Converged to the wrong value

Coupled cluster with excitations up to quadruples puts the atomization energy of vinyl fluoride, C2H3F, 334.5 kJ/mol too low, an error of 14 per cent. The local density approximation, a far cruder theory, is 317.5 kJ/mol too high and so ends nearer to experiment. The treatment of electron correlation is not what failed in the first case. The small 6-31G basis failed: it offers the electrons too few orbitals, and no treatment of excitations can make up for orbitals that are not there.

Ansatz 0.2.0, levels of theory as listed, all in the 6-31G basis, for neutral singlet vinyl fluoride (C2H3F) at its MP2(full)/6-31G* geometry. Noble-gas cores are frozen in the correlation treatment, and relativity is not included.

```
    level  computed less measured atomization energy (kJ/mol)  rough wall time (s)
      RHF                                              -777.9                  0.3
      UHF                                              -777.6                  0.3
     RMP2                                              -326.9                  n/a
     CISD                                              -427.7                    1
    RCCSD                                              -353.7                  n/a
 RCCSD(T)                                              -336.8                  0.4
  BCCD(T)                                              -336.5                  0.9
   RCCSDT                                              -336.4                  n/a
RCCSDT(Q)                                              -334.5                    6
  RCCSDTQ                                              -334.5                   30
    SPW92                                               317.5                  0.4
      PBE                                                14.6                  0.6
   r2SCAN                                               -67.6                    1
     PBE0                                               -70.0                  0.8
    B3LYP                                               -80.9                  0.8
  r2SCANh                                               -92.6                    2
  wB97M-V                                               -58.7                    3
   B2PLYP                                              -170.3                  0.8
  RPA-PBE                                              -484.4                  0.8
```

Two errors in one number

The atomization energy is the energy needed to pull the molecule apart into free atoms. A negative entry in the table means that the calculation binds too weakly. Vibrational energy has been taken out of the measured value, so the comparison is between electronic energies. For the wave-function methods, each entry is then mainly the sum of two errors:

computed less measured = error of the method within the basis + error of the basis

The first term shrinks as more kinds of excitation are allowed. The second shrinks only when the basis grows. The row RCCSDTQ, which treats single, double, triple and quadruple excitations in full, is so close to the exact answer within 6-31G that it can stand for the second term. For RCCSD(T), which adds triples approximately to singles and doubles, the split reads

−336.8 = −2.3 − 334.5 kJ/mol

RCCSD(T) is thus right to about 2 kJ/mol within its basis and wrong by more than a hundred times as much against experiment.

How the failure shows itself

The sign of trouble is a series that settles down far from its target. From Hartree–Fock (RHF), which has no correlation, to RCCSDTQ, the atomization energy rises by 443 kJ/mol. That removes 57 per cent of the initial miss. Yet everything beyond RCCSD(T) contributes only about 2 kJ/mol, at a wall time some tens of times longer on this rough measure. The remaining error must come from something that the series holds fixed.

A difficult electronic structure would be the first suspect, since the restricted Hartree–Fock solution is unstable here. Letting the two spins occupy different orbitals, however, lowers the molecule by only 0.3 kJ/mol. Replacing the Hartree–Fock orbitals by orbitals adapted to the correlation, as BCCD(T) does, changes the result by equally little. The frozen cores, relativity and the fixed geometry should together matter by roughly ten kJ/mol, a figure from general experience. This leaves the basis, although that conclusion rests on elimination and on theory, because every row uses the same one.

Why a small basis weakens the bonds

If the basis hurt atoms and molecule equally, the error would cancel. Theory says why it does not. In a free atom, s and p functions describe the occupied orbitals of carbon and fluorine quite well. In the molecule the electron cloud is pulled towards the bonds, and this distortion needs d functions on carbon and fluorine and p functions on hydrogen. The 6-31G basis has none of them.

Correlation adds to the imbalance. Free hydrogen and fluorine atoms have one unpaired electron each. Free carbon has two, which the Pauli principle keeps apart because their spins are parallel, and a 2s pair that is also drawn into the bonds. The five valence pairs of the free atoms become nine in the molecule. The two electrons of a pair have opposite spins, share the same region and must avoid each other by correlated motion. Describing that motion takes functions of high angular momentum. The more new pairs a molecule forms, the more binding a small basis should lose.

CISD: an error that grows with the molecule

Within the wave-function rows, CISD shows a failure of a different kind. It allows at most two electrons of the whole molecule to be excited at once. While a pair in the C–F bond is excited, a pair in the C–C bond therefore has to stay put. Coupled cluster with singles and doubles (RCCSD) includes such simultaneous events as products of double excitations. The loss in CISD should thus be large in the molecule, with its nine valence pairs, and small in atoms that are calculated one by one.

The energies of the same runs allow a test without any fitted constant. The atomization energy is the energy of the atoms less that of the molecule, so a shift in one is tied to shifts in the other two:

shift of the atoms = shift of the atomization energy + shift of the molecule

In the molecule, CISD recovers 7.90 eV of correlation energy and RCCSD 8.72 eV, so CISD lies 0.82 eV or 79 kJ/mol higher. Its atomization energy is 74 kJ/mol lower. Hence

shift of the atoms = −74 + 79 = 5 kJ/mol

Nearly all of the loss sits in the molecule, as the argument demands. The relation itself is exact bookkeeping of total energies. Reading the shift of the atoms as lost correlation also assumes that both methods start from the same Hartree–Fock energy of the atoms. The comparison stays within one basis and is blind to the basis error that the methods share. The printed analysis below lists this and the other differences.

MP2: nearest to experiment for the wrong reason

Second-order perturbation theory, RMP2, comes nearer to the measured value than any other wave-function row. Judged by experiment alone, it would seem better than RCCSDTQ, which contains far more physics. Judged within the basis, it binds 7.6 kJ/mol too strongly, and this happens to offset a little of the basis error.

The same bookkeeping shows where the extra binding comes from. In the molecule, MP2 recovers 60 kJ/mol less correlation than RCCSD, which by itself would weaken the binding. Yet its atomization energy is 27 kJ/mol higher. The free atoms must therefore lie too high by even more:

shift of the atoms = 27 + 60 = 87 kJ/mol

Carbon is the likely culprit. A free carbon atom has an empty 2p orbital close in energy to its filled 2s orbital, and the 2s pair is easily excited into it. Second-order theory underestimates such a strong excitation. In the molecule the 2p orbitals are taken up by bonds, and this easy route is closed. MP2 thus makes the atoms too unstable, and the molecule looks better bound than it should.

Density functionals: a small miss is not a small error

All eight density functionals other than RPA-PBE lie nearer to experiment than every wave-function method. One reason is that most of them compute correlation largely from the density and its local properties. They need no empty orbitals to let electrons avoid each other, so a small basis costs them less. They still need polarization functions to shape the density in the bonds.

The functionals also bring errors of their own. The local density approximation, SPW92, is known to overbind because it describes the steeply varying density of free atoms worse than that of the molecule. PBE takes the density gradient into account and binds 303 kJ/mol less. Its final miss is only 14.6 kJ/mol, the smallest in the table.

This success should arouse suspicion, and PBE0 shows why. PBE0 replaces a quarter of the PBE exchange by exact exchange, which lowers the atomization energy by 85 kJ/mol and leaves it 70 kJ/mol too low. In large basis sets PBE usually overbinds organic molecules, and PBE0 is usually the better of the two. Here the order is reversed. The natural reading is that the overbinding of PBE and the underbinding of the small basis nearly cancel, while PBE0 has less overbinding to set against the same kind of basis error.

The protection from the basis fades once a functional takes correlation from excitations into empty orbitals. B2PLYP, which contains a share of MP2 correlation, binds 89 kJ/mol less than B3LYP, though its larger portion of exact exchange also pulls that way. RPA-PBE, whose correlation comes entirely from such excitations, is 484 kJ/mol too low. The random phase approximation is known to underbind even in large basis sets, so this last miss joins an error of the method to one of the basis.

Printed output of the fit:

```
RCCSDTQ miss as share of the measured atomization energy (%): -13.98
Gain in atomization energy from RHF to RCCSDTQ (kJ/mol): 443.4
Share of the RHF miss removed by RCCSDTQ (%): 57
CISD less RCCSDTQ (kJ/mol): -93.2
RMP2 less RCCSDTQ (kJ/mol): 7.6
RCCSD less RCCSDTQ (kJ/mol): -19.2
RCCSD(T) less RCCSDTQ (kJ/mol): -2.3
RCCSDT less RCCSDTQ (kJ/mol): -1.9
BCCD(T) less RCCSD(T) (kJ/mol): 0.3
Rough wall time of RCCSDTQ over RCCSD(T) (ratio): 75
Lowering of the molecule from RHF to UHF, further outputs (kJ/mol): 0.275
Correlation that CISD misses against CCSD in the molecule (kJ/mol): 79.18
Atomization energy of CISD below RCCSD (kJ/mol): 74
Inferred CISD shortfall against CCSD in the free atoms (kJ/mol): 5.183
Correlation that MP2 misses against CCSD in the molecule (kJ/mol): 59.99
Atomization energy of RMP2 above RCCSD (kJ/mol): 26.8
Inferred MP2 shortfall against CCSD in the free atoms (kJ/mol): 86.79
Number of density-functional rows without RPA: 8
Number of these nearer to measurement than RCCSDTQ: 8
SPW92 less PBE (kJ/mol): 302.9
PBE0 less PBE (kJ/mol): -84.6
r2SCANh less r2SCAN (kJ/mol): -25
B2PLYP less B3LYP (kJ/mol): -89.4
RPA-PBE less RCCSDTQ (kJ/mol): -149.9
```
